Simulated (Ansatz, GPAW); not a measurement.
InSb3: programs and potentials compared

```
CELL_PARAMETERS angstrom
0.00000 3.79455 3.79455
3.79455 0.00000 3.79455
3.79455 3.79455 0.00000
ATOMIC_POSITIONS crystal
Sb 0.50000 0.50000 0.50000
Sb 0.75000 0.75000 0.75000
Sb 0.25000 0.25000 0.25000
In 0.00000 0.00000 0.00000
```

The cell comes from a database or a generator and needn't be the stable form of this composition.

Alike in all runs: task band structure; functional PBE; k mesh 6 × 6 × 6; occupations fermi-dirac, width 0.05 eV; no spin polarisation; no spin-orbit coupling. Pressure is positive in compression and, in plane waves, holds the error of the finite cutoff, which Ansatz's Pulay term estimates and takes out.

```json
{"program and potentials": "Ansatz, Ansatz PAW", "plane-wave cutoff (eV)": "420", "notes": "Pulay term of +0.04 GPa included", "pressure (GPa)": "-0.17"}
{"program and potentials": "Ansatz, all-electron LAPW, scalar-relativistic", "plane-wave cutoff (eV)": "-", "notes": "-", "pressure (GPa)": "-0.17"}
{"program and potentials": "GPAW, GPAW PAW data sets (gpaw-data 1.2.1)", "plane-wave cutoff (eV)": "600", "notes": "-", "pressure (GPa)": "-0.49"}
```

The pressure spans -0.49 (GPAW, GPAW PAW data sets (gpaw-data 1.2.1)) to -0.17 GPa (Ansatz, all-electron LAPW, scalar-relativistic), with all-electron results at -0.17.

Differences between rows come from potentials, basis sets and numerical settings, since the functional is the same but for its coding. Runs on potential files found faulty are left out.

All three runs give a negative pressure, so the cell is slightly larger than its PBE equilibrium volume and would contract on relaxation. The Ansatz PAW result coincides with the all-electron one at -0.17 GPa, which suggests that its potentials describe the core-valence interaction well at this volume. GPAW finds a stronger tension, -0.49 GPa, probably from its data sets or a remaining basis error. For an s-p bonded solid of this kind, either value implies only a small change in lattice constant.

The atoms occupy an ordered bcc-like lattice, far from the tetrahedral covalent network of zinc-blende InSb. Such dense packing favours delocalised, multicentre bonding over directed two-centre bonds, so metallic character is likely. Elemental antimony, by contrast, lowers its energy through a Peierls-type distortion into short and long bonds. Because every atom here sits on a site where symmetry cancels the force, a near-zero pressure shows only that the volume is nearly balanced, not that the cubic arrangement would resist a similar distortion.
